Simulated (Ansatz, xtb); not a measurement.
# Relative energy of two isomers of C5H8B2

Structure a: `BC1=CB(C)C=C1`, a singlet. Structure b: `BC1=CBC=C1C`, a singlet. Both are isolated molecules in the gas phase, relaxed with r2SCAN-D4/def2-SVP; the shapes shown needn't be the lowest conformers.

a (Å):

| atom | x (Å) | y (Å) | z (Å) |
| --- | --- | --- | --- |
| C | 0.4047 | -1.9154 | 1.9153 |
| C | 0.4750 | -0.5838 | 2.2099 |
| C | -0.8195 | 1.7290 | 1.2148 |
| C | -1.1796 | -0.9579 | 0.3764 |
| C | -0.6080 | -2.1102 | 0.7960 |
| B | 1.2290 | -3.0107 | 2.6228 |
| B | -0.5442 | 0.2000 | 1.2279 |
| H | 1.9972 | -2.6911 | 3.5001 |
| H | 1.1232 | -4.1780 | 2.3200 |
| H | 1.1420 | -0.2019 | 2.9909 |
| H | 0.0935 | 2.3313 | 1.3578 |
| H | -1.4344 | 1.9350 | 2.1161 |
| H | -1.3817 | 2.1003 | 0.3457 |
| H | -1.9265 | -0.9198 | -0.4214 |
| H | -0.8179 | -3.1129 | 0.4016 |

b (Å):

```xyz
15

C    -1.2181   -1.4803    0.4140
C    -0.4211   -1.2790    1.5026
C     1.0110   -1.6794   -0.4896
C    -0.3148   -1.7258   -0.8067
C    -0.9239   -1.9747   -2.1334
B    -2.7576   -1.4547    0.4563
B     1.1151   -1.3882    1.0224
H    -3.4359   -1.6368   -0.5291
H    -3.3022   -1.2447    1.5148
H    -0.8423   -1.0830    2.4943
H     2.0974   -1.2651    1.7115
H     1.7911   -1.8328   -1.2401
H    -0.1733   -2.1354   -2.9191
H    -1.5988   -2.8489   -2.0846
H    -1.5778   -1.1295   -2.4167
```

Which of the two would you expect CCSD(T)/def2-SVP + ΔMP2/def2-TZVPP electronic energies to favour?

Structure a; the calculation gives E(b) − E(a) = +0.305 eV.

How the difference moves with the method:

| level | geometry | E(b) − E(a) (eV) | departure from the last row (eV) | job, with rough time for the two |
| --- | --- | --- | --- | --- |
| GFN2-xTB | GFN2-xTB | −0.303 | −0.608 | optimisation, 0.16 s |
| HF/STO-3G | GFN2-xTB | +0.269 | −0.036 | single point, 0.6 s |
| r2SCAN-D4/def2-SVP//GFN2-xTB | GFN2-xTB | +0.294 | −0.011 | single point, 3.5 s |
| r2SCAN-D4/def2-SVP | r2SCAN-D4/def2-SVP | +0.286 | −0.019 | optimisation, 39 s |
| HF/def2-SVP | r2SCAN-D4/def2-SVP | +0.305 | 0.000 | part of the CCSD(T) run |
| MP2/def2-SVP | r2SCAN-D4/def2-SVP | +0.266 | −0.039 | part of the CCSD(T) run |
| CCSD(T)/def2-SVP | r2SCAN-D4/def2-SVP | +0.276 | −0.030 | single point |
| CCSD(T)/def2-SVP + ΔMP2/def2-TZVPP | r2SCAN-D4/def2-SVP | +0.305 |  | single point, 52 s |

As drawn, b has 1 C–C, 1 B–H in place of 1 C–B, 1 C–H.

GFN2-xTB puts the two in the other order. The largest departure from CCSD(T)/def2-SVP + ΔMP2/def2-TZVPP is that of GFN2-xTB, 0.608 eV. The last row adds to CCSD(T) the change of the MP2 difference between the two basis sets, here +0.030 eV.

With thermal terms from frequencies at re-optimised GFN2-xTB minima (ideal gas, soft modes damped towards free rotors, one conformer each, 298.15 K, 1 atm): the zero-point term adds −0.008 eV; ΔH is +0.285 and ΔG +0.324 eV.

The correlated steps freeze 7 core orbitals. Programs: Ansatz 0.2.0, xtb 6.7.1; the last row on 2 threads of Intel(R) Xeon(R) 6975P-C (Granite Rapids) on a shared host.

Both isomers are boroles with a BH2 group on a ring carbon, and they differ in where the methyl group sits: on the ring boron in a, on the carbon next to the BH2-bearing one in b. The preference for a fits the electron deficiency of boron, whose formally empty p orbital accepts density from the methyl C–H bonds. In b the methyl can feed that orbital only through the ring π system, and crowding against the neighbouring BH2 group may cost a little more. The exchange of bond types also contributes, so the gap is not a pure measure of hyperconjugation.

Hartree–Fock already gives the preference, so it doesn't hinge on electron correlation. The reversed order in GFN2-xTB comes from its energies rather than its geometries, since r2SCAN-D4 gives +0.294 eV on the GFN2-xTB structures; an imbalance in its description of boron–carbon and boron–hydrogen bonding is probably to blame. The preference for a doesn't imply that it can be isolated, as unhindered boroles readily dimerise.
